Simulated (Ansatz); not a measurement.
Cu: the change of pressure and energy above lowest point with volume scale

All results are calculated (Ansatz 0.2.0). Free energy against uniform scaling of the volume at fixed shape and fractions; periodic cell, basis, potentials, k mesh and filling as listed.

The cell before it is scaled or strained (space group Cmcm, No. 63):
```
cell vectors (Å)
   1.2185    -3.9764     0.0000
   1.2185     3.9764     0.0000
   0.0000     0.0000     2.4755
atoms (fractions of the cell vectors)
Cu  0.13387  0.86613  0.25000
Cu  0.86613  0.13387  0.75000
```

Settings of every row: functional LDA; dispersion none; potentials PAW; wave cutoff 500 eV; density cutoff 2000 eV; k mesh 12x12x12; k shift 0x0x0; occupations fermi dirac; smearing width 0.15 eV; spin none.

Limits: coarse k mesh, up to 40 meV an atom off; the cell comes from a prototype or a list of computed structures and needn't be the stable phase.

```
row  volume scale  V (Å³/atom)  pressure (GPa)  energy above lowest point (meV/atom)
  1          0.92       11.035             6.4                                   7.2
  2        0.9467       11.355            0.97                                     0
  3        0.9733       11.674           -3.62                                   2.8
  4             1       11.994               ?                                     ?
  5        1.0267       12.315          -10.77                                  32.3
  6        1.0533       12.634          -13.52                                  56.6
  7          1.08       12.954          -15.84                                    86
```

Question: what pressure and energy above lowest point should row 4 give?

Worked fit of pressure. Take u = (V_r/V)^(2/3) − 1 with V_r = 11.994 Å³ an atom, which is twice the finite (Eulerian) strain; such expansions in the strain, on which the Birch-Murnaghan equation of state is built, carry the rest volume and the bulk modulus. The shown rows have u = 0.05713, 0.03717, 0.01819, -0.01745, -0.03406, -0.05004. Least squares give pressure = −7.492 + 200.06 × u + 706.7 × u² + 845 × u³ GPa; a parabola predicts inner rows, each left out in turn, worse (root mean square 0.047 against 0.0096 GPa). The rows lie off it by 0.00, 0.01, -0.01, 0.00, 0.00, 0.00. The pressure vanishes at u = 0.0334, or V = 11.42 Å³ an atom, and there the bulk modulus at fixed shape and fractions is B = −V dP/dV = (2/3)(1 + u) dP/du = 172 GPa. Letting shape and atoms relax would as a rule lower it, by much in layered, chain or molecular crystals. The withheld row has u = 0, so the fit gives −7.492 + 200.06 × (0) + 706.7 × (0)² + 845 × (0)³ = -7.49 GPa.

The calculation gave -7.5 GPa. The fit lies 0.01 GPa (0.045 % of the column's range) above it, one unit of the last digit.

Worked fit of energy above lowest point. Take u = (V_r/V)^(2/3) − 1 with V_r = 11.994 Å³ an atom, which is twice the finite (Eulerian) strain; such expansions in the strain, on which the Birch-Murnaghan equation of state is built, carry the rest volume and the bulk modulus. The shown rows have u = 0.05713, 0.03717, 0.01819, -0.01745, -0.03406, -0.05004. Least squares give energy above lowest point = 13.95 − 840 × u + 12289 × u² + 6021 × u³ meV/atom; a parabola predicts inner rows, each left out in turn, worse (root mean square 0.32 against 0.045 meV/atom). All shown rows lie on it to the printed digit. Its lowest point lies at u = 0.0334, or V = 11.42 Å³ an atom, and the curvature there gives the bulk modulus at fixed shape and fractions, B = (4/9)(1 + u)² E″(u)/V = 172 GPa. Letting shape and atoms relax would as a rule lower it, by much in layered, chain or molecular crystals. The withheld row has u = 0, so the fit gives 13.95 − 840 × (0) + 12289 × (0)² + 6021 × (0)³ = 13.9 meV/atom.

The calculation gave 14 meV/atom. The fit lies 0.1 meV/atom (0.12 % of the column's range) below it, one unit of the last digit.
